The density of states of a Fermi-surface sheet is the number of electron states, per electronvolt and per cell, that one band offers at the Fermi level. It was computed here for IrPt by density functional theory: the converged density was kept, the levels and their slopes were worked out on a mesh of k points, and each band that crosses the Fermi level was counted as one sheet. The slopes give the electrons' speeds, averaged for each sheet over its states at the Fermi level. The crystal stacks close-packed layers of Ir and Pt, so each atom has six unlike and six like neighbours at nearly equal distance.

Ansatz 0.2.0, scalar-relativistic DFT with PBEsol, plane waves and PAW, for IrPt in the given, unrelaxed cell, without spin polarization; cutoff 420 eV, 18×18×18 k mesh for density and levels, Gaussian smearing 0.05 eV. Sheet bottom and top are measured from the Fermi level, the filled share is a fraction of the zone, and the density of states counts both spins.

```
row  sheet dos (states/eV/cell)  sheet spin  sheet band  sheet filled share  sheet mean speed (1e5 m/s)  sheet bottom (eV)  sheet top (eV)
  1                       0.132        both          16               0.988                       5.681             -3.165           0.501
  2                       1.042        both          17               0.864                       3.807             -2.454           0.592
  3                       0.847        both          18               0.453                       5.448             -1.907           1.141
  4                       0.646        both          19               0.177                       5.780             -0.757           5.056
  5                       0.098        both          20               0.018                       6.556             -0.757           7.275
```

From band 16 to band 17 the density of states rises about eightfold, and from there it falls step by step to band 20. It is tempting to read this column as a ranking of who carries the current. That reading fails for the leading sheet. Band 17 has the most states, but under the usual assumption of one scattering time for all sheets, band 18 comes out first in current, narrowly ahead of band 19, and band 17 is only third.

The reason lies in two relations that use the same speed in opposite ways. Let N be the density of states of a sheet, A its area in k space and v its mean speed. A slow band changes little in energy from one k point to the next, so more of its states fall within a given energy interval:

N ∝ A / v

An electric field shifts all electrons a little in k. The number of electrons moved across the Fermi level grows as N v, and each of them carries a current proportional to v. The weight W of a sheet in the current, averaged over directions, is therefore

W ∝ N v² ∝ A v

For a given area, low speed thus raises the count of states and lowers the current.

Bands 17 and 18 show this directly. The area of band 17 is 0.86 of that of band 18, and its speed is 0.70 of that of band 18. Dividing the two gives 1.23, so band 17 has about a quarter more states. Multiplying them gives 0.60, so it carries clearly less current. The same result follows from the table:

band 17: 1.042 × 3.807² = 15.1
band 18: 0.847 × 5.448² = 25.1

The ratio is about 1.7 in favour of band 18. On this basis bands 18 and 19 together carry two thirds of the current of the five sheets.

The outer rows show that speed is not enough either. Band 20 is the fastest of all, yet it carries only about 6 % of the current, because its sheet is small. Bands 19 and 20 start from the same level, 0.757 eV below the Fermi level, at the point T on the zone boundary. Band 20 climbs more steeply from there and reaches the Fermi level after filling 1.8 % of the zone, against 17.7 % for band 19. Band 16 is the mirror image: it is nearly full, with only 1.2 % of the zone empty, and the surface around so few holes is small.

How many states a sheet should have can be estimated from a simpler system. In sodium a single band rises almost as a parabola from its bottom, and the filled part is nearly a sphere. A pocket of electrons in IrPt can be treated in the same way, and so can a pocket of holes if energy is counted downwards from the top of the band. The comparison is good only as long as the band stays close to a parabola between its edge and the Fermi level. It also leaves out what matters most in IrPt, since with a single sheet the most states and the most current necessarily belong together.

Let s be the share of the zone in the pocket and E the distance in energy from the band edge to the Fermi level. With two spins the pocket holds 2s electrons or holes per cell. In a parabolic band this number grows as E to the power 3/2, so its slope with energy is 3/2 times the number divided by E:

N = 3 s / E

For band 19 this gives 3 × 0.177 / 0.757 = 0.70 states per eV and cell, where the full calculation has 0.65. The formula contains no adjustable constant, so no row was used to tune it. For band 20, which starts from the same level, it does less well: 0.071 against 0.098.

For band 17 the formula gives almost the same value, 0.69, but the calculation finds 1.04. This irregularity is what puts band 17 at the head of the column. If the band were a parabola, 44 % of its holes would lie more than 0.25 eV above the Fermi level; in the calculation only 22 % do. The top of the band is a thin tip, and most of the holes are crowded into the first quarter of an electronvolt above the Fermi level.

A thin tip alone does not make a sheet slow. Band 16 has an equally thin one, yet its electrons are about as fast as those of band 19. The two bands differ in how their holes are connected. At the Fermi level the holes of band 16 sit in closed pockets. In band 17 they do so only higher up: 0.25 eV above the Fermi level the pockets are still closed, but at the Fermi level itself they have joined into a network that runs from one zone to the next. Where pockets join, a band normally has a saddle point. Its slope vanishes there, and the states nearby are slow. This fits both the low speed of band 17 and the crowding of its holes. Another flat place is the point L on the zone boundary, where band 17 lies only 0.1 eV below the Fermi level. Symmetry makes a single, non-degenerate band flat at that point, so the states around it are slow. How much of the low mean speed comes from each of these places has not been tested.

Band 18 is no simple pocket either. It is 45 % full, so it could be taken as a pocket of electrons or as a pocket of holes, and the two choices give 0.71 and 3 × 0.547 / 1.141 = 1.44. The computed 0.85 lies between them. What can be said more safely is that the Fermi level cuts this band near its middle, and that its sheet has the largest area of the five. Large area and fair speed together put it first in the estimated current, though only narrowly ahead of band 19.

The current weights can be compared with the Drude weight, the squared plasma energy that the same calculation gives for the whole metal. Summed over the sheets, including a doubtful sixth crossing by band 15 that adds less than 1 %, they come to 61 eV². The calculation itself has 54 eV² as the mean of three directions, so the sum is 13 % too high relative to it. Using the square of a mean speed in place of the mean of the squares should have made the sum too low, so the excess is a numerical mismatch whose origin is open. Band 18 leads band 19 by only about one sixth, and that order should not be trusted; its lead over band 17 is much larger than the mismatch.

The assumption about scattering matters more. If all electrons had the same free path instead of the same time between collisions, the current would follow the area alone. Band 18 would still lead, with 34 %, but band 17 would come second with 29 %, just ahead of band 19. The calculation contains no scattering and cannot choose between the two cases. In both of them the three middle sheets carry about nine tenths of the current.

The ranking also depends on where the Fermi level lies relative to the bands. With the level 0.25 eV lower, band 17 would rise to 35 % of the current of the five sheets at equal scattering times, about level with band 18; with the level 0.25 eV higher, it would drop to 10 %. Small errors in composition do not cause such shifts. Replacing 5 % of the Pt by Ir removes about 0.05 electrons per cell, and with 2.79 states per eV this lowers the level by only 0.05 / 2.79 ≈ 0.02 eV, if the bands themselves stay as they are.

An approximation in the theory can do what a small change of composition does not. Spin-orbit coupling is strong in the 5d states of Ir and Pt and is absent here. It can split the level that bands 19 and 20 share at T, and it could reorder the three middle sheets and reshape the small pockets of bands 16 and 20. The cell is also stretched at this level of theory, which generally narrows d bands and so tends to raise densities of states and lower speeds.

In practice, the density of states is the right column for the electronic heat capacity, to which band 17 contributes most. For conduction, multiply it by the speed squared, and work out the equal-path case as well before naming a leading sheet. To judge a related metal from its band plot, look first for bands that the Fermi level cuts near the middle, since they tend to have large sheets. Then look for flat stretches close to the Fermi level: they add states but little current. Before a ranking of single sheets is used for a decision, the calculation should be repeated with spin-orbit coupling.
